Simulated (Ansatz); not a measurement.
**Abstraction of H: C2H8BN + SnH2(SeH) → C2H7BN + SnH3(SeH)**

Gas-phase species: C2H8BN `BNCC`, singlet; SnH2(SeH), doublet; C2H7BN `B[N]CC`, doublet; SnH3(SeH), singlet. A radical takes H: the energy is the difference in strength between the N–H bond broken and the Sn–H bond made.

Shapes, held fixed at every level: PBE0-D4/def2-TZVP. Flexible molecules stand in one conformer, not always the lowest. Programs: Ansatz 0.2.0. The zero-point and thermal change to 298 K, harmonic and unscaled (PBE0-D4/def2-TZVP), is -19.2 kJ/mol.

Estimate ΔH(298 K) of this reaction.

The highest level, CCSD(T)/def2-TZVPP, gives ΔH(298 K) = +138.6 kJ/mol; the levels span +111.6 to +165.2. The column of differences is taken from that level and isn't an error. No measured value is set beside it here. Spin contamination: C2H7BN (⟨S²⟩ up to 0.78). Open shells run unrestricted. For atoms past krypton def2 sets carry core potentials with scalar relativity. Relativity is left out for Se. Outer-core shells of Se, Sn are correlated, in sets that cover them unevenly.

```tsv
level	kind	ΔH(298 K) (kJ/mol)	less CCSD(T)/def2-TZVPP
MP2/def2-SVP	perturbation theory	+162.9	+24.3
MP2/def2-TZVPP	perturbation theory	+165.2	+26.6
HF/def2-TZVPP	Hartree–Fock	+111.6	-27.0
SPW92/def2-TZVPP	LDA	+136.4	-2.2
PBE-D4/def2-TZVPP	GGA	+129.6	-9.0
wB97M-V/def2-TZVPP	range-separated hybrid	+139.1	+0.5
CCSD(T)/def2-SVP	coupled cluster or CI	+138.6	0.0
CCSD(T)/def2-TZVPP	coupled cluster or CI	+138.6	0.0
```

Moving hydrogen from nitrogen to tin is strongly endothermic at every level, so the N–H bond is clearly the stronger one. Nitrogen's compact valence orbitals overlap well with hydrogen 1s, and its electronegativity adds polar stabilisation; tin's diffuse orbitals make a longer, weaker bond. π donation from nitrogen to boron probably survives in the aminyl radical, leaving the unpaired electron largely in the plane and with little allylic-type stabilisation to offset the lost bond. The thermal term of -19.2 kJ/mol favours the products, chiefly because a stiff N–H stretch gives way to a softer Sn–H one.

Hartree–Fock falls low and MP2 high, which suggests that correlation strengthens N–H more than Sn–H and that second order exaggerates this difference. LDA's closeness to coupled cluster probably reflects cancellation, since it generally overbinds both bonds. The identical coupled-cluster values in the two basis sets likewise don't establish the basis-set limit. Nor does the endothermicity fix the abstraction barrier, beyond setting an approximate lower bound.
